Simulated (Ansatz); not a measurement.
# ScZn: the change of energy above lowest point with volume scale

All results are calculated (Ansatz 0.2.0). Free energy against uniform scaling of the volume at fixed shape and fractions; periodic cell, basis, potentials, k mesh and filling as listed.

The cell before it is scaled or strained (space group Pm-3m, No. 221):
```
cell vectors (Å)
   3.3500     0.0000     0.0000
   0.0000     3.3500     0.0000
   0.0000     0.0000     3.3500
atoms (fractions of the cell vectors)
Sc  0.00000  0.00000  0.00000
Zn  0.50000  0.50000  0.50000
```

Settings of every row: functional LDA; dispersion none; potentials PAW; wave cutoff 500 eV; density cutoff 2000 eV; k mesh 7x7x7; k shift 0x0x0; occupations fermi dirac; smearing width 0.15 eV; spin none.

Limits: coarse k mesh, up to 40 meV an atom off.

```
row  volume scale  V (Å³/atom)  energy above lowest point (meV/atom)
  1          0.88       16.542                                   9.4
  2          0.92       17.294                                     0
  3          0.96       18.046                                     ?
  4             1       18.798                                    33
  5          1.04        19.55                                  68.6
  6          1.08       20.302                                 113.5
  7          1.12       21.053                                 165.7
```

Question: what energy above lowest point should row 3 give?

Worked fit of energy above lowest point. Take u = (V_r/V)^(2/3) − 1 with V_r = 19.174 Å³ an atom, which is twice the finite (Eulerian) strain; such expansions in the strain, on which the Birch-Murnaghan equation of state is built, carry the rest volume and the bulk modulus. The shown rows have u = 0.10344, 0.07122, 0.01329, -0.01286, -0.03739, -0.06042. Least squares give energy above lowest point = 49.5 − 1365.12 × u + 9315.1 × u² + 1299 × u³ meV/atom; a parabola predicts inner rows, each left out in turn, worse (root mean square 0.22 against 0.014 meV/atom). All shown rows lie on it to the printed digit. Its lowest point lies at u = 0.0722, or V = 17.27 Å³ an atom, and the curvature there gives the bulk modulus at fixed shape and fractions, B = (4/9)(1 + u)² E″(u)/V = 91 GPa. The withheld row has u = 0.04125, so the fit gives 49.5 − 1365.12 × (0.04125) + 9315.1 × (0.04125)² + 1299 × (0.04125)³ = 9.1 meV/atom.

The calculation gave 9.1 meV/atom. The fit meets it to the printed digit.
